Dear colleague,

Whether a KCl–KBr or KCl–KI crystal shows one exciton band or two depends, in the simplest model, on one ratio and on the composition. Onodera and Toyozawa (1968) named the two cases amalgamation and persistence. Here is the criterion, and what it predicts when you change the halogen, the composition, the bandwidth or the site-energy difference.

The model. An exciton sits on a halogen site, with energy εA on the heavier halogen (fraction x) and εB on chlorine (fraction 1 − x); δ = εB − εA > 0. Transfer between sites is independent of the species and gives each pure crystal a semi-elliptic band of half-width D (full width 2D). For a band centred at zero the site Green function is F0(z) = 2[z − √(z² − D²)]/D², on the branch that falls as 1/z, and it obeys F0 = 1/(z − D²F0/4). The coherent potential approximation (CPA) puts a self-energy Σ(z) on every site, F(z) = F0(z − Σ), and demands that a real site embedded in this medium scatter nothing on average, which reads F = ⟨1/(1/F + Σ − ε)⟩. Since 1/F + Σ = z − D²F/4,

F = x/(z − εA − D²F/4) + (1 − x)/(z − εB − D²F/4).

With the origin midway, εA = −δ/2 and εB = +δ/2, this is the cubic

(D⁴/16)F³ − (D²z/2)F² + (z² − δ²/4 + D²/4)F − z − (1 − 2x)δ/2 = 0,

and the density of states per site is −Im F(E + i0)/π.

The criterion. Put w = z − D²F/4, so that z = w + (D²/4)[x/(w − εA) + (1 − x)/(w − εB)]. In a gap F and w are real and dz/dw > 0; band edges lie at dz/dw = 0. With u = w − εA, an inner gap needs (D²/4)[x/u² + (1 − x)/(δ − u)²] < 1 somewhere in 0 < u < δ. The bracket is least where x/u³ = (1 − x)/(δ − u)³, that is at u = δp/(p + q) with p = x^(1/3), q = (1 − x)^(1/3), and its value there is (p + q)³/δ². The band is therefore split for

δ > δc = (D/2)[x^(1/3) + (1 − x)^(1/3)]^(3/2),

which is D at x = 1/2 and tends to D/2 as x → 0 or 1. Three forms of the gap G follow from z(w). At x = 1/2, with t = D/2 and r = √(t² + 2δ²), the inner edges have w² = (δ²/2 + t² − tr)/2 and G = 2|w|(r − 3t)/(r − t); just above threshold G ≈ (4/3)√(2/3) D η^(3/2) = 1.09 D η^(3/2), η = δ/D − 1. For δ ≫ D the sub-bands have half-widths D√x and D√(1 − x) and repel each other, G ≈ δ − D(√x + √(1 − x)) + D²/(4δ). For x → 0 the lower band shrinks to the level w = εA, z = εA − D²/(4δ), which lies (δ − D/2)²/δ below the host band bottom εB − D.

Inputs. With equal D the pure bands are displaced by δ, so I first take δ from the compiled band gaps (Aguado 1998) of 8.7, 7.4 and 6.1 eV for KCl, KBr and KI: δ = 1.3 eV for Br and 2.6 eV for I. For D I assume 1.2 eV, an illustrative value of the typical order of 1 eV. All results below are the model's. The reference case is Br at x = 1/2: δ/D = 1.083, r = 1.934 eV, |w| = 0.149 eV, G = 0.030 eV (the threshold form gives 0.031 eV). The band is split, but by about kT at 300 K, 0.026 eV; phonon broadening would leave a dip at most.

Change 1: Br replaced by I at x = 1/2. δ doubles at fixed δc, so G must grow, and by much more than a factor of two, because it starts on the flat η^(3/2) foot. With δ/D = 2.17 the far-split form gives 2.6 − 1.70 + 0.14 = 1.04 eV. The closed form gives r = 3.726 eV, |w| = 0.867 eV and G = 1.07 eV. Treat this as a reference point: the 300 K lattice constants listed by Wikipedia (6.29, 6.6 and 7.07 Å) differ from KCl by 5 per cent for KBr and 12 per cent for KI, and bulk KCl typically dissolves little iodide.

Change 2: Br fraction lowered from 0.5 to 0.1. The minority band narrows as √x faster than the majority band widens, so G rises. The sum √x + √(1 − x) falls from 1.414 to 1.265, worth 0.18 eV in the far-split form; near threshold I expect less. The criterion gives δc = 1.03 eV, and the two inner roots of dz/dw = 0 give G = 0.13 eV, a rise of 0.10 eV. As x → 0 the level lies 0.38 eV below the KCl band bottom for Br and 1.54 eV for I. G is symmetric under x → 1 − x, but at x = 0.9 the minority band is chlorine's and lies above the bromide band, away from the absorption edge.

Change 3: D raised by 10 per cent, to 1.32 eV. δc scales with D, so gaps shrink, first at mid-composition. For Br the margin is η = 8.3 per cent, so the gap closes at x = 1/2, and δc(x) = 1.3 eV gives a merged band for 0.35 < x < 0.65. For I the far-split form predicts a shift of −0.14 eV; the closed form gives G = 0.94 eV, a shift of −0.13 eV. Hydrostatic pressure is the natural handle. If the transfer is dipolar, D ∝ 1/volume. The mean of the compiled bulk moduli (Toher 2017), 18.2 and 15.4 GPa, is B = 16.8 GPa, so dD/dP = D/B = 0.071 eV/GPa and closure needs ηB = 1.4 GPa. Stiffening with a typical B′ ≈ 5, through P = (B/B′)[(V0/V)^B′ − 1], raises this to 1.7 GPa, close to the rock-salt to CsCl transition, typically near 2 GPa. I held δ fixed, and that is unsafe: each exciton energy typically shifts by 0.1 eV/GPa or more, and a change of δ by 0.07 eV/GPa would cancel the effect or double it. Trust the sign for a change of D, not for a change of pressure.

Change 4: δ taken from the exciton peaks. The binding energy falls from chloride to iodide, so gap differences overstate δ. Typical low-temperature first peaks near 7.8, 6.8 and 5.8 eV give δ = 1.0 and 2.0 eV. Lowering δ shrinks every gap. Br drops to δ/D = 0.83, between 1/2 and 1, so it should split only when dilute: δc(x) = 1.0 eV gives a merged band for 0.08 < x < 0.92, and the isolated level is 0.16 eV deep. I stays above every threshold at δ/D = 1.67, with G = 0.53 eV at x = 1/2 and a dilute level 0.98 eV deep. As typical knowledge, the iodine-localised absorption in KCl lies roughly 1 eV below the host peak, so the 1.54 eV of the gap-based δ is too deep by about half; I read nothing into the second figure, since D was assumed.

What rivals these effects. Unequal transfer: an a⁻³ law alone makes D differ from that of KCl by factors of 1.16 (KBr) and 1.42 (KI), more than the 8.3 per cent margin of the bromide. Spin–orbit coupling: the halogen doublet splittings, typically 0.1, 0.5 and 0.9 eV for Cl, Br and I, add a second Br level 0.5 eV above εA, more than any bromide gap found here, and the model describes the lower component only. Clusters: on a real lattice rare like-atom clusters spread tails over both pure bands, so a strict gap needs δ > 2D = 2.4 eV, and the CPA gap is a region of small, not zero, density. Finally, light creates excitons near k = 0, here taken as the band bottom, so two absorption peaks can outlast the gap, with the lower one favoured in strength. For scale, the valence states of Si–Ge alloys, with typical δ ≈ 0.7 eV and D ≈ 6 eV, have δ/D = 0.12, far below 1/2, and are amalgamated at all x.

Iodide remains split under every change tried. Bromide lies near the threshold, where 0.1 eV in δ or D decides, so its class cannot be had from these inputs. A composition series would serve you best: if the bands merge between x* and 1 − x*, then 2δ/D = [x*^(1/3) + (1 − x*)^(1/3)]^(3/2), and x* = 0.1 would mean δ/D = 0.85.